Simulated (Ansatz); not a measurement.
## GeH2 (SMILES [GeH2]): methods side by side

GeH2: 3 atoms, total charge 0, spin state singlet. SMILES: `[GeH2]`. The shape is that of a PBE0-D4/def2-TZVP optimisation.

| atom | x (Å) | y (Å) | z (Å) |
| --- | --- | --- | --- |
| Ge | -0.5701 | 0.4051 | -0.2637 |
| H | 0.7830 | 0.7436 | 0.5090 |
| H | -0.2129 | -1.1487 | -0.2453 |

Quantity: the energy change with the Ge1–H3 bond stretched from 1.594 to 3.189 Å, in eV. The values are calculated.

```tsv
level	kind	program	value (eV)	less FCI/STO-3G
SVWN5/STO-3G (restricted)	LDA	Ansatz	5.55	+1.57
BLYP/STO-3G (restricted)	GGA	Ansatz	5.19	+1.21
PBE/STO-3G (restricted)	GGA	Ansatz	5.32	+1.34
revPBE/STO-3G (restricted)	GGA	Ansatz	5.23	+1.25
HSE06/STO-3G (restricted)	range-separated hybrid	Ansatz	5.91	+1.93
wB97X/STO-3G (restricted)	range-separated hybrid	Ansatz	6.64	+2.66
MP2/STO-3G (restricted)	perturbation theory	Ansatz	5.48	+1.50
CCSDTQ/STO-3G (restricted)	coupled cluster or CI	Ansatz	3.98	0.00
FCI/STO-3G	exact in the basis	Ansatz	3.98	0.00
```

FCI/STO-3G is exact within its basis and frozen core, so for wave-function methods in that basis the difference is their error; functionals converge differently with the basis, so for them it is only a difference. All-electron rows without a relativistic Hamiltonian named are non-relativistic. The first shape isn't each level's own minimum. The values span 3.98 to 6.64 eV. All rows use very small basis sets, so none should be taken for the real molecule's value. In the correlated wave-function rows the outer d shell of Ge is correlated, in sets not made for it.

Doubling one Ge–H bond length costs 3.98 eV in the exact treatment, and every other level except CCSDTQ gives a larger value. As the bond stretches, its σ and σ* orbitals approach degeneracy, and the singlet turns into two electrons coupled across GeH and H. A single closed-shell determinant can't describe this, because it keeps too much ionic character in the broken bond. MP2 therefore remains 1.50 eV too high: a second-order correction to such a reference is unreliable when the orbital gap is closing. CCSDTQ matches the exact value to the printed precision, so its high excitations make up for the poor reference at this geometry.

Among the functionals, the two hybrids lie above all the semilocal ones, with wB97X highest at 6.64 eV, probably because exact exchange penalises the spin-restricted stretched bond more than semilocal exchange does. This ordering reflects how each level handles bond breaking and says little about its quality near equilibrium. Two points on the curve also don't establish a dissociation limit.
